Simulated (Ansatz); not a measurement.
AlH2F (SMILES [H][Al]([H])[F]): the energy, rung by rung

The species is AlH2F (4 atoms), meant as a singlet with charge 0. As SMILES, `[H][Al]([H])[F]`. Geometry: a GFN2-xTB relaxation, a rough one for these elements and not checked as a minimum.

```tsv
atom	x (Å)	y (Å)	z (Å)
Al	0.0196	0.0327	0.0009
H	1.5469	-0.0179	0.0141
H	-0.7390	1.3588	-0.0194
F	-0.8275	-1.3736	0.0044
```

Each level gives the energy change with the Al1–H2 bond stretched from 1.528 to 3.821 Å (eV). The values are calculated.

```
                       level                    kind  program  value (eV)  less FCI/STO-3G
   SVWN5/STO-3G (restricted)                     LDA   Ansatz        6.71            +1.57
  revPBE/STO-3G (restricted)                     GGA   Ansatz        6.38            +1.24
  r2SCAN/STO-3G (restricted)                meta-GGA   Ansatz        6.93            +1.79
 r2SCAN0/STO-3G (restricted)         hybrid meta-GGA   Ansatz        7.74            +2.60
   HSE06/STO-3G (restricted)  range-separated hybrid   Ansatz        7.41            +2.27
     MP2/STO-3G (restricted)     perturbation theory   Ansatz        6.63            +1.49
CCSDT(Q)/STO-3G (restricted)   coupled cluster or CI   Ansatz        5.14             0.00
                  FCI/STO-3G      exact in the basis   Ansatz        5.14             0.00
```

FCI/STO-3G is exact within its basis and frozen core, so for wave-function methods in that basis the difference is their error; functionals converge differently with the basis, so for them it is only a difference. The first shape isn't each level's own minimum. The values span 5.14 to 7.74 eV. All rows use very small basis sets, so even the best lies far from the true value.

Every restricted functional, and MP2, makes stretching the Al–H bond costlier than FCI does, whereas CCSDT(Q) reproduces the FCI value to the printed precision. As the bond opens, its σ and σ* orbitals approach degeneracy, and the singlet needs both configurations to leave one electron on each fragment. A single closed-shell determinant instead retains ionic H⁻/H⁺ character, which is too high in energy at long range. Exact exchange exposes this fault more fully, in line with the rise from 6.93 eV for r2SCAN to 7.74 eV for r2SCAN0; semilocal exchange partly mimics the missing static correlation. MP2 recovers only part of it, while the coupled-cluster treatment captures the pair excitation and its coupling to the other valence electrons.

Even the FCI cost of 5.14 eV is high for an Al–H bond, probably because the molecule-adapted, contracted hydrogen function of STO-3G describes a nearly free H atom poorly. The ordering reflects how each method handles bond breaking in a restricted singlet, and doesn't rank the functionals for AlH2F near equilibrium.
